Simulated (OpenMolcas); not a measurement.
**How methods differ on C2H4O2Si (SMILES C=C1O[SiH2]O1)**

The species is C2H4O2Si (9 atoms), meant as a singlet with charge 0. SMILES: `C=C1O[SiH2]O1`. Geometry: relaxed at PBE0-D4/def2-TZVP.

Quantity: the vertical ionisation energy (to the doublet cation), in eV. The values are calculated.

| level | kind | program | value (eV) |
| --- | --- | --- | --- |
| SVWN5/cc-pVDZ | LDA | OpenMolcas | 8.77 |
| BLYP/cc-pVDZ | GGA | OpenMolcas | 8.39 |
| PBE/cc-pVDZ | GGA | OpenMolcas | 8.54 |
| revPBE/cc-pVDZ | GGA | OpenMolcas | 8.48 |
| M06-L/cc-pVDZ | meta-GGA | OpenMolcas | 8.63 |
| r2SCAN/cc-pVDZ | meta-GGA | OpenMolcas | 8.59 |
| BHLYP/cc-pVDZ | global hybrid | OpenMolcas | 8.69 |
| M06-2X/cc-pVDZ | hybrid meta-GGA | OpenMolcas | 8.91 |

The values span 8.39 to 8.91 eV.

All eight functionals describe a fairly electron-rich alkene, with BLYP giving the lowest ionisation energy (8.39 eV) and M06-2X the highest (8.91 eV). The electron probably leaves the C=C π orbital, which the lone pairs of the two oxygens on the same carbon push up in energy, as in other ketene acetals. The resulting hole would then be shared between the terminal carbon and the oxygens, with the SiH2 group playing only a minor part.

Both hybrids lie above every GGA and meta-GGA, but the local functional breaks any simple ordering by rung: SVWN5, at 8.77 eV, exceeds BHLYP. The rise from BLYP to BHLYP (8.69 eV) suggests that exact exchange makes removing the electron costlier, whereas the high SVWN5 value must come from its different density functional. Agreement between neighbouring values is therefore no measure of accuracy. Nor do these vertical energies show whether the strained four-membered ring would survive relaxation of the cation.
